# Hydrogenic shell in F and B: cost against accuracy for the Li circular-state level

**First order.** Atomic units, spin dropped: $H_1=\tfrac12\mathbf B\cdot\mathbf L+\mathbf F\cdot\mathbf r$. Let $\mathbf A$ be the Runge–Lenz vector, pointing to perihelion, with $|\mathbf A|=n\epsilon$ ($\epsilon$ the eccentricity). Within the shell $\mathbf r\to-\tfrac{3n}{2}\mathbf A$ (Pauli 1926), as in the Kepler time average. $\mathbf J_{1,2}=(\mathbf L\pm\mathbf A)/2$ are commuting spins $j=(n-1)/2$, so
$$H_1=\mathbf w_1\cdot\mathbf J_1+\mathbf w_2\cdot\mathbf J_2,\quad \mathbf w_{1,2}=\tfrac12\mathbf B\mp\tfrac{3n}2\mathbf F,\quad E_1=|\mathbf w_1|n'+|\mathbf w_2|n'',$$
$n',n''=-j,\dots,j$. Crossed fields: $E_1=k\omega$, $k=n'+n''$, $\omega=\sqrt{B^2/4+9n^2F^2/4}$. The angle $\gamma$ between $\mathbf w_1,\mathbf w_2$ obeys $\tan(\gamma/2)=3nF/B$.

**Switching** (in Li: Hare, Gross and Goy 1988). As $F\to0$ adiabatically both $\mathbf w$ turn onto $\mathbf B$; the top level $k=N\equiv n-1$ becomes the circular state $m=N$. Wanted: its energy $\omega(N-x)$.

**Solvable core model.** Add $-\Delta|s\rangle\langle s|$; $|s\rangle$ ($l=0$) is the singlet of $\mathbf J_1+\mathbf J_2$. Its weights on the levels $k$ follow from a rotation character, with $\sigma=\sin(\gamma/2)$ and $U$ the Chebyshev polynomial of the second kind:
$$\sum_kW_ke^{ikt}=\frac1nU_{N}(y),\quad y=1-2\sigma^2\sin^2\tfrac t2,\quad W_N=\frac{\sigma^{2N}}n .$$
Rank one makes the secular equation exact:
$$x=\frac{W_N}{g(x)},\qquad g(x)=\sum_{q=1}^{2N}\frac{W_{N-q}}{q-x}+\frac\omega\Delta .$$
Assumed inputs: $n=10$, $B=100$ G, $3nF/B=\sqrt3$, typical Li defect $\delta_0=0.40$. Then $F=12.6$ V/cm, $\omega=280$ MHz, $\Delta=\frac1{2(n-\delta_0)^2}-\frac1{2n^2}=2.80$ THz $=1.0\times10^4\omega$ (set to $10^4\omega$), $W_9=0.00751$, $g(0)=0.195$. Exact root: $x^*=0.03786$, i.e. 10.6 MHz.

**A. Closed formula**, $x=0$: 8 flops, one word. Since $\sum_kkW_k=0$, Cauchy–Schwarz gives $g\ge(1-W_N)^2/N$, so the error obeys $x^*\le NW_N/(1-W_N)^2$, here 0.0686, falling as $(3nF/B)^{2N}$ late in the ramp.

**B. Iteration** $x_{p}=W_N/g(x_{p-1})$, $x_0=0$. Weights from $U_{m+1}=2yU_m-U_{m-1}$: 5 flops for each of $n(n+1)/2-1$ coefficients ($W_{-k}=W_k$). Each sweep: $6n-5$ flops. Memory $2n$. Linearising, the error gains a factor $-\rho$ per sweep, $\rho=x^*g'/g=0.017$.

**C. Dense diagonalisation** in the top $K$ levels, states even under reflection in the plane normal to $\mathbf B$. Dimension $d\approx K^2/4$ for $K\le n$; full shell $d=n(n+1)/2$. Householder steps cost $4s^2$ at size $s$, in sum $\tfrac43d^3\to n^6/6$; memory $d(d+1)/2\to n^4/8$. Truncation cuts the sum in $g$ at $q=K-1$: error $\approx+x^*g_{\rm dropped}/g_{\rm kept}$. The variance of $k$ in $|s\rangle$ is $\sigma^2(n^2-1)/3$, so the fall is slow until $K=2n-1$.

| method | flops | words | $x-x^*$ |
|---|---|---|---|
| A | 8 | 1 | $-3.79\times10^{-2}$ |
| B, $p=1$ | 333 | 20 | $6.32\times10^{-4}$ |
| B, $p=2$ | 388 | 20 | $-1.07\times10^{-5}$ |
| B, $p=3$ | 443 | 20 | $1.80\times10^{-7}$ |
| C, $K=10$, $d=30$ | $3.6\times10^4$ | 465 | $7.95\times10^{-3}$ |
| C, $K=14$, $d=46$ | $1.3\times10^5$ | 1081 | $3.07\times10^{-3}$ |
| C, $K=19$, $d=55$ | $2.2\times10^5$ | 1540 | rounding |

**Cheapest for a tolerance.** $10^{-1}\omega$: A. $10^{-3}\omega$: B, $p=1$; by the bound, A suffices once $3nF/B<0.94$ ($F<6.9$ V/cm). $10^{-4}\omega$: B, $p=2$. More sweeps buy nothing physical: even the neglected hydrogenic scales are $n^6F^2=1.4\times10^{-4}\omega$ (quadratic Stark) and $n^4B^2/8=5.3\times10^{-5}\omega$ (diamagnetic).

**Best inside a budget.** 100 flops: A. 400 flops: B, $p=2$. 100 words: B, since every tabulated C is excluded. C at $K=10$ costs 93 times B ($p=2$) and is less accurate. Full C costs 572 times B ($p=2$) at $n=10$ and $2.4\times10^4$ times at $n=25$; the ratio grows as $n^4$.

**Limit of the model.** The 10.6 MHz is the model's, not lithium's. Typical defects $\delta_1=0.047$, $\delta_2=0.002$ give $\delta_l/n^3=1.1\times10^3\omega$ and $47\omega$, and Clebsch–Gordan weights in the top state give $W_p/W_s=\frac{3(n-1)}{n+1}\left(1+2\cot^2\frac\gamma2\right)=4.1$. Higher $l$ carry most of the weight: with $P_l$ the Legendre polynomial, $W^{(l)}=\frac{(2l+1)\,N!^2}{(n+l)!\,(N-l)!}\,\sigma^{2N}P_l\!\left(1+2\cot^2\frac\gamma2\right)=0.14,\ 0.20,\ 0.22,\ 0.18$ for $l=3$–$6$. Core polarisation lowers them by $\tfrac12\alpha_c\langle r^{-4}\rangle$, with $\langle r^{-4}\rangle=\frac{3n^2-l(l+1)}{2n^5(l-\frac12)l(l+\frac12)(l+1)(l+\frac32)}$; a typical Li$^+$ polarisability $\alpha_c=0.19$ gives $6.8,\ 1.8,\ 0.62,\ 0.26\,\omega$ for $l=3$–$6$ and still $0.031\omega$ at $l=9$. Cap the shifts of $l\le4$ at $\omega$, which can only reduce the lowering. The capped term $V\ge0$ (units of $\omega$) has mean $\bar V=0.654$ and variance $v=0.128$ in the top state, and all other levels lie at least $\omega$ below it, so $x$ is at least the lower root of $x=\bar V-v/(1-x)$: $x\ge0.43$, i.e. 120 MHz, 11 times $x^*$. On these typical inputs the model understates the Li shift by more than an order of magnitude. For $r$ shifted states B needs an $r\times r$ determinant per sweep, while the cost of C does not change; with every $l$ shifted, $r$ reaches the full $d$.